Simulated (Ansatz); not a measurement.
## Ionic part of the dielectric constant of BN, mode by mode

These are results of DFT LDA, scalar-relativistic, plane waves, PAW in Ansatz 0.2.0, not measurements. Plane waves to 420 eV; Γ-centred k mesh 12×12×4; fixed occupations. No spin polarisation. Phonons by linear response, acoustic sum rule imposed.

Symmetry: P6_3/mmc, No. 194, hexagonal system. The conventional cell has a = 2.489 Å, b = 2.489 Å, c = 6.490 Å, α = 90.00°, β = 90.00°, γ = 120.00°. B (site symmetry -6m2) is surrounded by 3 N at 1.44 Å. N (site symmetry -6m2) is surrounded by 3 B at 1.44 Å.

The crystal is built of layers and no dispersion correction was added, so the binding between them is poorly described, and with it their spacing and whatever depends on it.

The primitive cell has V = 34.82 Å³ and ε∞,xx = 4.890. Each polar mode adds Δε = (4.92064×10⁷/V)·S/ν² along x, with S its oscillator strength in e²/amu, ν in cm⁻¹ and V in Å³.

Q: From these modes, find each Δε and ε0,xx.
| ν (cm⁻¹) | S_xx (e²/amu) |
| --- | --- |
| 1384.8 | 2.403 |

A:
```json
{"ν (cm⁻¹)": "1384.8", "Δε": "1.77"}
```

The sum is 1.771, so ε0,xx = 6.66; the run's tensor has 6.66.

Q: Where do the longitudinal modes lie for a wave vector along x?

A: At 1616 cm⁻¹. The Lyddane–Sachs–Teller product Π(ν_LO/ν_TO)² = 1.36 matches ε0/ε∞ = 1.36.

Cost: 1 run of about 12 core-minutes, on Intel Xeon Processor @ 2.50GHz (Skylake/Cascade Lake) (shared hosts).

The in-plane static response of BN is mainly electronic: the lattice adds 1.77 to an ε∞,xx of 4.890. All of the lattice part comes from one polar vibration, in which the B and N sublattices move against each other within the layers. The electronegativity difference makes this motion strongly dipolar, but light atoms and stiff sp² σ bonds put it at 1384.8 cm⁻¹. Since the contribution falls as the inverse square of the frequency, a sizeable oscillator strength yields only a moderate gain in permittivity.

The same dipole shows up more plainly in the shift of the longitudinal mode to 1616 cm⁻¹, where the macroscopic field adds to the restoring force. Between the two frequencies the in-plane permittivity is negative if damping is weak, which is the origin of the upper reststrahlen band of hexagonal BN. With a single polar mode, the Lyddane–Sachs–Teller agreement confirms internal consistency, not accuracy. Whether that band is hyperbolic can't be judged from the xx component alone, as this also requires the out-of-plane response.
